\textbf{Lecturer.} Here are two numbers, made for the exercise and rounded to the kilohertz as data would be. They are residuals: from hyperfine-centroid frequencies one has subtracted the full point-nucleus theory (Dirac energy, QED, recoil) and the nuclear polarizability. What is left is attributed to nuclear size:
\begin{align}
\Delta &= \delta\nu_{1s\text{-}2s}(\mathrm D)-\delta\nu_{1s\text{-}2s}(\mathrm H) = -5233(2)\ \text{kHz},\\
b &= \delta\nu_{2s\text{-}2p}(\mathrm H) = +138(3)\ \text{kHz}.
\end{align}
The uncertainties are independent standard deviations. As further given inputs take the approximate mass ratios $m_p/m_e=1836.15267$ and $m_d/m_e=3670.48297$. Tell me what these data fix about the proton and the deuteron, and what they leave open.

\textbf{Student.} I would pick a nuclear model, say a uniform sphere, and fit two radii. But then the answer depends on my pick.

\textbf{Lecturer.} Find out first which property of the nucleus the levels see. Use atomic units, let $\mathbf r$ be the electron position relative to the nuclear centre of mass, and let the nuclear charge density be $Z\rho(r)$ with $\int\rho\,d^3r=1$. The perturbation is
\begin{equation}
\delta V(\mathbf r)=-Z\int\frac{\rho(r')\,d^3r'}{|\mathbf r-\mathbf r'|}+\frac{Z}{r},
\qquad \nabla^2\delta V=4\pi Z\,[\rho(r)-\delta^3(\mathbf r)].
\end{equation}
It is positive, and it dies off outside the nucleus, over a few femtometres. On that scale the electron density is nearly constant, so $\Delta E\simeq|\psi(0)|^2\int\delta V\,d^3r$. Now write $1=\nabla^2(r^2/6)$ and move the Laplacian over with Green's identity. The surface terms vanish because $\delta V$ decays fast:
\begin{equation}
\int\delta V\,d^3r=\int\frac{r^2}{6}\nabla^2\delta V\,d^3r=\frac{2\pi}{3}Z\langle r^2\rangle,
\qquad
\Delta E=\frac{2\pi}{3}Z|\psi(0)|^2\langle r^2\rangle .
\label{eq:shift}
\end{equation}
The delta function drops out since $r^2$ vanishes at the origin. Only the second moment $\langle r^2\rangle=\int r^2\rho\,d^3r$ survives.

\textbf{Student.} You assumed a spherical $\rho$. The deuteron has a quadrupole moment.

\textbf{Lecturer.} It does, but the $l=2$ part of $\delta V$ integrates to zero over angles against a spherical $s$ density. In first order $\rho$ may be read as the angular average. Next, the density at the origin. For a hydrogenic $ns$ state with reduced mass $\mu$ in units of $m_e$, lengths scale as $1/(\mu Z)$, and
\begin{equation}
|\psi_{ns}(0)|^2=\frac{(\mu Z)^3}{\pi n^3},\qquad
\Delta E_{ns}=\frac{2}{3}\,\frac{\mu^3Z^4}{n^3}\langle r^2\rangle .
\label{eq:ns}
\end{equation}
For a uniform sphere of radius $R$ one has $\langle r^2\rangle=\tfrac35R^2$, and the shift reads $\tfrac25\mu^3Z^4R^2/n^3$. That last form belongs to the sphere alone; the shape-independent statement is the one in $\langle r^2\rangle$. States with $l>0$ vanish at the origin and have no shift at this order.

\textbf{Student.} In every electronic-structure code I have used, $\mu=1$. We are computing a tiny correction. Why carry a correction to it?

\textbf{Lecturer.} Let the data decide. With $\mu=(1+m_e/M)^{-1}$ the cubes are $\mu_{\mathrm H}^3=0.998368$ and $\mu_{\mathrm D}^3=0.999183$. The unit conversion is $(E_h/h)(1\,\text{fm}/a_0)^2=2349.65$ kHz. Both levels rise, $1s$ eight times as much as $2s$, so the transition frequency falls:
\begin{equation}
\delta\nu_{1s\text{-}2s}=-\frac23\Bigl(1-\frac18\Bigr)\mu^3\langle r^2\rangle\equiv-K\langle r^2\rangle,
\qquad K=\mu^3K_\infty ,
\end{equation}
with $K_\infty=1370.63$, $K_{\mathrm H}=1368.39$ and $K_{\mathrm D}=1369.51$, all in kHz\,fm$^{-2}$. The $2s$ shift alone has the factor $\tfrac18$ in place of $\tfrac78$, so it equals $K\langle r^2\rangle/7$. Call the unknowns $x_p=\langle r^2\rangle_p$ and $x_d=\langle r^2\rangle_d$ and write the forward model.

\textbf{Student.}
\begin{equation}
\begin{pmatrix}\Delta\\ b\end{pmatrix}=
\begin{pmatrix}K_{\mathrm H}&-K_{\mathrm D}\\ K_{\mathrm H}/7&0\end{pmatrix}
\begin{pmatrix}x_p\\ x_d\end{pmatrix}.
\label{eq:forward}
\end{equation}
It is linear, and the determinant is $K_{\mathrm H}K_{\mathrm D}/7$, which is not zero. So there is one solution. The second row gives $7b=966(21)$ kHz as the size of the hydrogen $1s$-$2s$ shift, and the first row gives $7b-\Delta=6199$ kHz for deuterium:
\begin{align}
x_p&=\frac{7b}{K_{\mathrm H}}=0.7059\ \text{fm}^2, &
x_d&=\frac{7b-\Delta}{K_{\mathrm D}}=4.5264\ \text{fm}^2 .
\end{align}
Both are positive, so the rms radii are real and unique. I have kept guard digits.

\textbf{Lecturer.} Now remove them. Carry the uncertainties through.

\textbf{Student.} For the proton $\sigma(x_p)=7\sigma_b/K_{\mathrm H}=0.015$ fm$^2$. For the deuteron $\sigma(x_d)=\sqrt{\sigma_\Delta^2+49\sigma_b^2}/K_{\mathrm D}=0.015$ fm$^2$ as well. With $\sigma(r)=\sigma(x)/2r$,
\begin{equation}
r_p=0.840(9)\ \text{fm},\qquad r_d=2.128(4)\ \text{fm}.
\end{equation}
The difference is $x_d-x_p=3.8205$ fm$^2$, and adding in quadrature I get $\pm0.022$ fm$^2$. That is disappointing, given that $\Delta$ is good to four parts in ten thousand.

\textbf{Lecturer.} It is also wrong. Both $x_p$ and $x_d$ contain the same $7b$, so their errors are correlated, with coefficient
\begin{equation}
\varrho=\frac{7\sigma_b}{\sqrt{\sigma_\Delta^2+49\sigma_b^2}}=0.9955 .
\end{equation}
Go back to the first row of Eq.~\eqref{eq:forward} and isolate the difference:
\begin{equation}
x_d-x_p=-\frac{\Delta}{K_{\mathrm D}}-\Bigl(1-\frac{K_{\mathrm H}}{K_{\mathrm D}}\Bigr)x_p .
\label{eq:diff}
\end{equation}
The bracket is $8.16\times10^{-4}$. The two terms are $3.8211$ and $0.0006$ fm$^2$. The first carries $\sigma_\Delta/K_{\mathrm D}=0.0015$ fm$^2$, while the uncertainty of $x_p$, scaled by the bracket, adds only $1.3\times10^{-5}$ fm$^2$. Within the model
\begin{equation}
x_d-x_p=3.8205(15)\ \text{fm}^2 ,
\end{equation}
ten times sharper than either term. The error ellipse in the $(x_p,x_d)$ plane is a needle along the diagonal: $\Delta$ sets its width and $b$ its length. This also answers your question about $\mu$. With $\mu=1$ you would report $-\Delta/K_\infty=3.8180$ fm$^2$, lower by $0.0025$ fm$^2$, which exceeds the data uncertainty.

\textbf{Student.} Then $b$ is the weak link. Replace it by a second isotope shift, say $1s$-$3s$, which could be far more precise. Two equations, two unknowns.

\textbf{Lecturer.} Write the rows. By Eq.~\eqref{eq:ns} the size part of the isotope shift of $1s$-$ns$ is
\begin{equation}
-\frac23\Bigl(1-\frac1{n^3}\Bigr)\bigl(\mu_{\mathrm D}^3x_d-\mu_{\mathrm H}^3x_p\bigr).
\end{equation}
The factor is $\tfrac78$ for $n=2$ and $\tfrac{26}{27}$ for $n=3$, but the combination of radii is the same. The matrix has rank one. Any number of isotope shifts fixes a line in $(x_p,x_d)$, a hyperbola in $(r_p,r_d)$, and never a point. A further isotope shift tests the $n^{-3}$ law; it cannot separate the radii.

\textbf{Student.} The absolute $1s$-$2s$ frequency of hydrogen, then. It holds the $966$ kHz directly.

\textbf{Lecturer.} It holds it as a fraction $3.9\times10^{-10}$ of the gross interval $\tfrac34\mu_{\mathrm H}cR_\infty$. A change of the Rydberg constant by that fraction mimics the whole size shift, so that line brings a new unknown with it unless $R_\infty$ is fixed elsewhere. The $2s$-$2p$ interval has no gross part, which is why it serves as the anchor. The isotope shift suppresses the problem but has its own: its gross part, $\tfrac34cR_\infty(\mu_{\mathrm D}-\mu_{\mathrm H})=671.0$ GHz, makes $|\Delta|$ a fraction $7.8\times10^{-6}$ of the total. An uncertainty of 2 kHz needs that part to $3\times10^{-9}$, which calls for more digits in the masses than we need for $K$. We assumed that this was done.

\textbf{Student.} Back to my first worry. I still need a model to put into a code.

\textbf{Lecturer.} Any one-parameter model can absorb the result. The uniform sphere needs $R=\sqrt{5/3}\,r$. The Gaussian $\rho\propto e^{-\zeta r^2}$ has $\langle r^2\rangle=3/(2\zeta)$:
\begin{align}
R_p&=1.085(12)\ \text{fm}, & \zeta_p&=5.95(13)\times10^{9}\,a_0^{-2},\\
R_d&=2.747(5)\ \text{fm}, & \zeta_d&=9.28(3)\times10^{8}\,a_0^{-2}.
\end{align}
Both sets reproduce $\Delta$ and $b$ exactly under Eq.~\eqref{eq:forward}. The parameter is unique once the shape is chosen, and the shape is not determined. For a two-parameter density one would get a curve of equivalent solutions.

\textbf{Student.} ``Exactly'' only because you froze the wave function at $\psi(0)$. The next term must know the shape.

\textbf{Lecturer.} It does; estimate it. Every hydrogenic $ns$ density begins as $|\psi(0)|^2(1-2Zr)$, where $\mu=1$ suffices for an estimate. Since $\nabla^2r^3=12r$, the same Green step gives $\int r\,\delta V\,d^3r=(\pi Z/3)\langle r^3\rangle$, and so
\begin{equation}
\Delta E=\frac{2\pi}{3}Z|\psi(0)|^2\langle r^2\rangle\Bigl[1-Z\frac{\langle r^3\rangle}{\langle r^2\rangle}+\dots\Bigr].
\end{equation}
For the sphere $\langle r^3\rangle=R^3/2$, so the ratio is $5R/6=1.076\,r$. For the Gaussian $\langle r^3\rangle=4\pi^{-1/2}\zeta^{-3/2}$, and the ratio is $8/(3\sqrt{\pi\zeta})=1.228\,r$. With the deuteron radius in units of $a_0$ the relative terms are $4.3\times10^{-5}$ and $4.9\times10^{-5}$, or $0.27$ and $0.31$ kHz out of $6199$ kHz. Second-order perturbation theory in $\delta V$ contributes at this same order in $Zr/a_0$, so take these as a scale and not as the full coefficient. The scale is a few tenths of a kilohertz, and the part that tells sphere from Gaussian is $0.04$ kHz in this estimate. Data good to 2 kHz cannot see it.

\textbf{Student.} So the model is good to a few parts in $10^5$ and I may trust all five figures.

\textbf{Lecturer.} No, because the largest neglected term is relativistic. Near a point nucleus the Dirac density of an $s_{1/2}$ state goes as $r^{2\gamma-2}$ with $\gamma=\sqrt{1-(Z\alpha)^2}$. The finite nucleus cuts off this weak divergence at about its own radius, so the density it samples is enhanced by
\begin{equation}
\Bigl(\frac{2Zr}{a_0}\Bigr)^{2\gamma-2}\simeq1+\epsilon,\qquad
\epsilon=(Z\alpha)^2\ln\frac{a_0}{2Zr}.
\end{equation}
The logarithms are $10.4$ for the proton and $9.4$ for the deuteron, so $\epsilon_p=5.5\times10^{-4}$ and $\epsilon_d=5.0\times10^{-4}$. At fixed radii this adds $6199\,\epsilon_d-966\,\epsilon_p=2.6$ kHz to $|\Delta|$, more than $\sigma_\Delta$. At fixed data each $K$ becomes $K(1+\epsilon)$, and the difference moves by
\begin{equation}
-(\epsilon_dx_d-\epsilon_px_p)=-0.0019\ \text{fm}^2 .
\end{equation}
This is the leading logarithm only. Terms without the logarithm, relativistic and radiative, come in units of $\alpha^2(x_d-x_p)=0.0002$ fm$^2$ with coefficients we have not derived. So the relativistic correction is as large as the data uncertainty, and it is comparable to the reduced-mass correction and opposite in sign. The value $3.8205(15)$ is the inversion of the nonrelativistic model; as a statement about nuclei it supports $3.82$ fm$^2$. For the separate radii the effect is $\epsilon r/2$, which is $0.0002$ fm for the proton and $0.0005$ fm for the deuteron, well inside their uncertainties.

\textbf{Student.} And the subtractions you waved away at the start?

\textbf{Lecturer.} Two of them matter more than anything we have just estimated. The deuteron is loosely bound and polarizable. That second-order effect lowers $1s$ more than $2s$ and so raises the deuterium frequency, typically by approximately 20 kHz. Left in the residual, it would make $|\Delta|$ too small and lower $x_d-x_p$ by $20/K_{\mathrm D}=0.015$ fm$^2$, ten times the data uncertainty. Its leading part also scales with $|\psi(0)|^2$, so the $n$ dependence of the spectrum does not readily tell it from size. It has to be calculated.

The other is a convention. A pointlike spin-$\tfrac12$ nucleus already has a contact term, the Darwin--Foldy term, which acts like a mean-square radius $3\hbar^2/(4m_p^2c^2)=0.033$ fm$^2$ for the proton. The usual convention, adopted here, counts it in the point-nucleus theory, so that $x_p$ is set by the slope of the Sachs electric form factor. Counting it as size would raise $x_p$ by that amount, more than twenty times the uncertainty of the difference. A corresponding choice must be stated for the deuteron before two sets of radii are compared.

\textbf{Student.} Let me say what we have. The isotope datum alone fixes one combination, nearly $x_d-x_p$, and a rough $x_p$ is enough to finish Eq.~\eqref{eq:diff}. The $2s$-$2p$ datum slides us along the line to a point, and its error goes almost undiminished into both mean-square radii. Nothing fixes the shape.

\textbf{Lecturer.} Yes. Add that the data were chosen so that the radii come out at sizes typical of these two nuclei, so their plausibility tests nothing. The model's results are $r_p=0.840(9)$ fm, $r_d=2.128(4)$ fm and $x_d-x_p=3.82$ fm$^2$. To sharpen the radii you need a better $b$. To sharpen the difference, a better $\Delta$ is of no use until the $(Z\alpha)^2$ correction to Eq.~\eqref{eq:shift} is included in full.